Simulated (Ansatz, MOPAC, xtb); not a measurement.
## A ladder of methods for CH5FSi (SMILES C[SiH2]F)

CH5FSi, singlet, SMILES `C[SiH2]F`. Each level relaxes the structure for itself.

Each level gives the zero-point energy at each level's own minimum (kJ/mol). The values are calculated.

```json
{"level": "PM6", "kind": "semi-empirical", "program": "MOPAC", "value (kJ/mol)": "132.9"}
{"level": "PM6-D3", "kind": "semi-empirical", "program": "MOPAC", "value (kJ/mol)": "132.9"}
{"level": "GFN2-xTB", "kind": "semi-empirical", "program": "xtb", "value (kJ/mol)": "144.6"}
{"level": "GFN0-xTB", "kind": "semi-empirical", "program": "xtb", "value (kJ/mol)": "137.1"}
{"level": "HF/STO-3G", "kind": "Hartree–Fock", "program": "Ansatz", "value (kJ/mol)": "182.7"}
{"level": "HF/3-21G", "kind": "Hartree–Fock", "program": "Ansatz", "value (kJ/mol)": "158.8"}
{"level": "HF/6-31G* (Cartesian functions)", "kind": "Hartree–Fock", "program": "Ansatz", "value (kJ/mol)": "158.8"}
{"level": "PBE/def2-SVP", "kind": "GGA", "program": "Ansatz", "value (kJ/mol)": "143.6"}
{"level": "PBE0-D4/def2-TZVP", "kind": "global hybrid", "program": "Ansatz", "value (kJ/mol)": "147.9"}
{"level": "B3LYP/6-31G* (Cartesian functions)", "kind": "global hybrid", "program": "Ansatz", "value (kJ/mol)": "149.5"}
```

Harmonic and unscaled. The values span 132.9 to 182.7 kJ/mol. Without the sets that lack polarisation functions the rows with a basis span only 143.6 to 158.8 kJ/mol.

The zero-point energy of this molecule comes mostly from the C–H and Si–H stretches and the bends of the methyl and silyl hydrogens, while the soft torsion about the Si–C bond adds little. The cleanest comparison is in the 6-31G* basis, where the value falls from 158.8 kJ/mol with Hartree–Fock to 149.5 kJ/mol with B3LYP, probably because Hartree–Fock lacks the electron correlation that softens bonds near their minima.

Within Hartree–Fock, the large drop comes on going from the minimal STO-3G basis to the split-valence 3-21G. The further step to 6-31G* leaves the total at 158.8 kJ/mol, which doesn't imply that the individual frequencies are unchanged. PM6 and PM6-D3 also agree, as expected for a small molecule whose vibrations are governed by covalent force constants rather than dispersion. GFN2-xTB lies close to PBE, but agreement in a sum over all modes can hide compensating errors in stretches and bends, so it doesn't establish equally good force fields.
